Q: I have an RPA atomization energy for tetrafluoroethylene, C₂F₄, in a modest basis set. Can I judge with pencil and paper how much a larger set would add?

A: Yes, if you first ask what the small set fails to describe. An atomization energy is the energy of the separate atoms less that of the molecule, so only the part of the basis error that the two don't share survives. The molecule usually suffers more. Its electrons are pulled into bonds, away from the round shapes of free atoms, and more electrons lie close to one another. A small set therefore tends to make the molecule look too weakly bound.

Q: Are these two defects of the same kind?

A: No, and they need separate treatment. The first concerns the shape of the orbitals: s and p functions alone can't bend the charge cloud well enough into a bond, and d functions on carbon and fluorine cure most of that. The second concerns the way electrons avoid each other. That needs functions of ever higher angular momentum, and the gain fades slowly. Here are the values, with the quadruple-zeta result as zero.

Atomization energy of C₂F₄ (neutral singlet) from direct RPA on PBE orbitals, computed with Ansatz 0.2.0 at the MP2(full)/6-31G* geometry, with the 1s cores of carbon and fluorine frozen. Functions are counted for the whole molecule; the quadruple-zeta set is cc-pVQZ, and 6-31Gstar stands for 6-31G*.

| basis | functions | atomization energy less its quadruple-zeta value (kJ/mol) |
| --- | --- | --- |
| STO-3G | 30 | -556.9 |
| 6-31G | 54 | -609.2 |
| cc-pVDZ | 84 | -221.6 |
| 6-31Gstar | 90 | -135.9 |
| cc-pVTZ | 180 | -43.0 |
| cc-pVQZ | 330 | 0.0 |

Q: The shift doesn't simply follow the number of functions. 6-31G has more of them than STO-3G and does worse.

A: The count is a poor guide because it ignores what kind of function is added. I tried a shift proportional to the inverse number of functions, counted from the quadruple-zeta set and with its constant set on cc-pVDZ. Over the five smaller sets it misses by about 100 kJ/mol on average. The pair 6-31G and 6-31G* tells you more, since the two differ only by a d shell on each atom. (The shell is used in its Cartesian form, whose six members include one round combination.)

Q: What do the d functions do there?

A: They raise the atomization energy by 473 kJ/mol. The atoms gain too, by roughly 1000 kJ/mol in sum, because d functions also help their electrons to avoid each other. The molecule gains roughly 1500 kJ/mol, and the difference goes into binding. In the molecule, the energy without the RPA correlation term falls by about four fifths of those 473 kJ/mol. Free atoms are nearly round and should gain far less in this part, so most of the extra binding very likely comes from the bending of charge into bonds. The same split for the atoms, which would confirm it, is not at hand.

Q: So the first question about any basis is whether it has polarisation functions.

A: Exactly. If it has none, put the shift at about −600 kJ/mol and do no further arithmetic. That is a rounded average of the STO-3G and 6-31G rows, so it describes them and predicts nothing. It amounts to about a quarter of the quadruple-zeta atomization energy, which is 2202 kJ/mol.

Q: And if the set is polarised?

A: Then the slow part takes over. Where two electrons meet, the exact wave function has a kink, the cusp, which products of smooth orbitals reproduce badly. Theory says that functions of angular momentum $l$ contribute to the correlation energy in proportion to $(l+\tfrac12)^{-4}$ once $l$ is large. If the set stops at $l=L$, the lost part is close to

$$\int_{L+1}^{\infty}\frac{dx}{x^{4}}=\frac{1}{3(L+1)^{3}} .$$

For carbon and fluorine, the correlation-consistent sets stop at $L=X$, where $X$ is 2, 3 or 4 for double, triple or quadruple zeta. The rule below uses the simpler $X^{-3}$ in place of $(X+1)^{-3}$. The two agree for large $X$, though not for the small values used here.

Q: How does that become a rule for the table?

A: Suppose that atoms and molecule each lose an energy proportional to $X^{-3}$. Their difference then does the same. Counted from quadruple zeta, the shift of the atomization energy is

$$\Delta E(X)=-A\left(\frac{1}{X^{3}}-\frac{1}{64}\right),$$

with one constant $A$ for the molecule. I set it on the cc-pVDZ row alone. There the bracket is 0.109 and the shift is −221.6 kJ/mol, so $A$ comes out near 2000 kJ/mol, a number that you can remember.

Q: Let me try cc-pVTZ. With $X=3$ the bracket is $1/27-1/64=0.0214$. Times 2000 that makes 43, so the shift should be −43 kJ/mol.

A: And the computed value is −43.0 kJ/mol. This row played no part in setting $A$, so it is a real test, though a single one. With the unrounded constant the prediction is −43.4 kJ/mol, which is just as good. Don't read the close hit of the rounded constant as a sign of precision.

Q: Now 6-31G*. It has d functions and is of double-zeta quality in the valence shell, so I take $X=2$. The bracket is $1/8-1/64=0.109$, and the shift becomes −219 kJ/mol.

A: The computed shift is −136 kJ/mol, so your estimate is too pessimistic by 83 kJ/mol. This row was not used in the fit either, and here the rule fails. It was set on the correlation-consistent family, whose members are built to grow in a balanced way. 6-31G* has a similar make-up but doesn't belong to that family.

Q: Then is 6-31G* simply the better basis?

A: Not by its total energies. Relative to quadruple zeta, the molecule lies 2605 kJ/mol too high in 6-31G* and 2286 kJ/mol too high in cc-pVDZ. The sum of the atoms is worse in 6-31G* as well, and by a larger margin. So its atomization energy looks good because the two errors cancel more fully. Part of this may come from atoms in the molecule borrowing their neighbours' functions, but that is a guess that I have not tested.

Q: Does the same cancellation explain why STO-3G beats 6-31G?

A: Yes, in an extreme form. In STO-3G both the molecule and the sum of the atoms lie some 22 000 kJ/mol above their quadruple-zeta energies. Only 557 kJ/mol of that enormous error remains in the difference. A smaller error in an atomization energy is therefore no proof of a better basis.

Q: Could I at least use the cube formula for STO-3G, with $X=1$?

A: Try it, and you get −1969 kJ/mol, more than three times the computed shift. The formula describes how the last, small contributions of high angular momentum fade. A minimal set has not reached that regime, and $X=1$ is only a label for it. That is why sets without polarisation get their own flat number.

Q: How good is the whole recipe, then?

A: Over the five smaller sets the average miss is 28 kJ/mol, a little more than one per cent of the quadruple-zeta atomization energy. That average flatters the rule, because three of the five rows helped to choose its two constants. The two rows that test it are the ones we worked: one hit and one miss of 83 kJ/mol. I would trust the formula within the correlation-consistent family, and take it only as a rough size for other polarised double-zeta sets.

Q: There is a catch. To find $A$ you used a shift that already contains the quadruple-zeta result. In practice I wouldn't have it.

A: Then use the step from double to triple zeta. According to the inverse cube, the next step is smaller by the factor

$$\frac{1/8-1/27}{1/27-1/64}=4.1 .$$

Here the first step is 178.6 kJ/mol, so the next should be about 43 to 44 kJ/mol, against 43.0 computed. In your head, add a quarter of the last gain. This uses the same three energies as before, so it is the same test in a handier form and not a second confirmation.

Q: Such agreement must mean that the cusp argument is right.

A: It would be tempting to say so, but the molecule's own correlation energy speaks against it. Its two steps stand in a ratio of only 2.5, far from 4.1. With $X+1$ in place of $X$, the formula would give $(1/27-1/64)/(1/64-1/125)=2.8$. That is closer to the correlation energy of the molecule, but no longer fits the atomization energy.

Q: So why does the atomization energy settle faster than the correlation energy?

A: Because much of the slow tail is common to atoms and molecule. At triple zeta the molecule still lies 616 kJ/mol above its quadruple-zeta energy, and the sum of the atoms 573 kJ/mol above theirs. Only the 43 kJ/mol between them reaches the atomization energy. Besides, the atomization energy has a part without correlation, and in the molecule that part settles faster than the correlation energy. How much each cause contributes can't be told without the same split for the atoms. The cusp gives a good reason for a slow power law in the totals. The neat inverse cube in their difference at such small $X$ owes something to cancellation, and another molecule may cancel differently.

Q: May I also use the rule to go beyond quadruple zeta?

A: Only for a rough size. With $A$ near 2000 kJ/mol, the remaining gain is $2000/64$, or about 31 kJ/mol. If you assume instead that each step is the same fraction of the one before, the three correlation-consistent energies fit equally well, and the remainder is only 14 kJ/mol. Theory favours the slower power law for large sets, but these data can't decide. In either case the zero of the table is not the basis-set limit, still less the measured energy. Direct RPA, the form used here, tends to give atomization energies that are too small, and no larger basis set cures that.

Q: Suppose I had run the same sets with the PBE functional alone. Would the rule carry over?

A: The first half would in kind, though its flat number would have to be set anew; the second would not. The orbitals must still bend into the bonds, so sets without d functions would again do badly. But PBE takes its correlation energy from the density and doesn't build the cusp out of empty orbitals. In large sets its energies should therefore settle faster than an inverse cube. Between double and quadruple zeta this needn't show yet: the energy of the C₂F₄ molecule without the RPA correlation term, which needs no cusp either, takes its two steps in a ratio of about 4.2, much like the inverse cube. MP2 and coupled cluster, which do build correlation from empty orbitals, share the slow tail of RPA, each with its own $A$.

Q: Does any of this matter outside a table of basis sets?

A: C₂F₄ is among the species found in the fluorocarbon plasmas that etch silicon dioxide in chip making. Models of such plasmas need reaction energies, and a basis error enters wherever bonds are broken or formed without a like bond to balance them. The atomization energy sums over all bonds of the molecule, so its shift is not the error for splitting C₂F₄ into two CF₂ fragments. For that reaction, compute the energy in two sets of one family and look at the step between them.
